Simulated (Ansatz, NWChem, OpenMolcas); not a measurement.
# A ladder of methods for BH (SMILES [BH])

BH has 2 atoms, charge 0, and is taken as a singlet. As SMILES, `[BH]`. Geometry: the measured bond length.

```xyz
2

B     0.0000    0.0000    0.0000
H     0.0000    0.0000    1.2324
```

Quantity: the HOMO–LUMO gap, in eV. The values are calculated.

```json
{"level": "HF/def2-TZVPPD", "kind": "Hartree–Fock", "program": "NWChem", "value (eV)": "10.64", "CPU time": "5.1 s"}
{"level": "SVWN5/def2-TZVPPD", "kind": "LDA", "program": "OpenMolcas", "value (eV)": "1.81", "CPU time": "4.5 s"}
{"level": "revPBE/def2-TZVPPD", "kind": "GGA", "program": "OpenMolcas", "value (eV)": "2.12", "CPU time": "5.6 s"}
{"level": "B3LYP/def2-TZVPPD", "kind": "global hybrid", "program": "OpenMolcas", "value (eV)": "3.91", "CPU time": "5.8 s"}
{"level": "PBE0/def2-TZVPPD", "kind": "global hybrid", "program": "OpenMolcas", "value (eV)": "4.32", "CPU time": "5.7 s"}
{"level": "r2SCAN0/def2-TZVPPD", "kind": "hybrid meta-GGA", "program": "Ansatz", "value (eV)": "4.66", "CPU time": "1.3 s"}
{"level": "HSE06/def2-TZVPPD", "kind": "range-separated hybrid", "program": "Ansatz", "value (eV)": "3.53", "CPU time": "0.85 s"}
{"level": "wB97M-V/def2-TZVPPD", "kind": "range-separated hybrid", "program": "Ansatz", "value (eV)": "8.63", "CPU time": "4.6 s"}
```

The values span 1.81 to 10.64 eV. Orbital gaps aren't excitation energies; they tend to grow with the share of exact exchange. CPU times are rough (shared hosts, several kinds of processor): they show what a rung costs within a factor of a few.

In BH the frontier orbitals are, in the usual picture, a boron lone pair of σ character pointing away from hydrogen and the empty, degenerate boron 2p π pair. The two are close because both are largely boron valence orbitals, with s–p mixing lowering the filled one. The spread in the gap depends on the range of exact exchange as well as its amount. HSE06 and PBE0 share the same short-range fraction, yet screening out the long-range part lowers the gap from 4.32 to 3.53 eV, below even B3LYP. wB97M-V, which restores full exact exchange at long range, gives 8.63 eV, much nearer Hartree–Fock. Semilocal functionals tend to place the filled level too high and the empty level too low, and full long-range exact exchange corrects much of this. The larger gaps are therefore probably closer to the difference between ionisation energy and electron affinity, while the small semilocal gaps don't by themselves imply a weakly bound or easily reduced molecule. The singlet–triplet ordering remains untested.
